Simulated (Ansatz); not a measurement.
# Cu3Pt: the change of pressure with volume per atom

Results calculated with Ansatz 0.2.0, not measured. Periodic Kohn-Sham DFT of a crystal at fixed atoms; pressure and stress are positive in compression; the energy is the free energy less that of spherical unpolarised free atoms; site moments are those in the method's own spheres, positive along +z.

Cell of the first row (space group Pm-3m, No. 221):
```
Cu3Pt
1.0
      3.6343     0.0000     0.0000
      0.0000     3.6343     0.0000
      0.0000     0.0000     3.6343
Cu Pt
3 1
Direct
  0.00000 0.50000 0.50000
  0.50000 0.00000 0.50000
  0.50000 0.50000 0.00000
  0.00000 0.00000 0.00000
```

Settings of every row: method all-electron PAW; functional LDA; relativity scalar; k mesh 9x9x9; filling fermi-dirac; smearing width 0.05 eV; nucleus gaussian.

Atom start moment: 0 on all atoms.

Limits: no spin-orbit coupling on heavy atoms.

| row | volume per atom (Å³) | pressure (GPa) |
| --- | --- | --- |
| 1 | 12 | -0.811 |
| 2 | 12.511 | ? |
| 3 | 12.766 | -12.111 |
| 4 | 12.894 | -13.597 |
| 5 | 13.277 | -17.5 |

Question: what pressure should row 2 give?

Worked fit of pressure. Take u = (V_r/V)^(2/3) − 1 with V_r = 12.83 Å³ an atom, which is twice the finite (Eulerian) strain; such expansions in the strain, on which the Birch-Murnaghan equation of state is built, carry the rest volume and the bulk modulus. The shown rows have u = 0.0456, 0.00334, -0.00331, -0.02257. Least squares give pressure = −12.8673 + 224.809 × u + 867.97 × u² GPa; a straight line predicts inner rows, each left out in turn, worse (root mean square 0.58 against 0.0095 GPa). The rows lie off it by 0.000, -0.004, 0.005, -0.001 (root mean square 0.0032 GPa). The withheld row has u = 0.01693, so the fit gives −12.8673 + 224.809 × (0.01693) + 867.97 × (0.01693)² = -8.813 GPa.

The calculation gave -8.828 GPa. The fit lies 0.015 GPa (0.09 % of the column's range) above it; its largest miss of a shown row is 0.005 GPa.
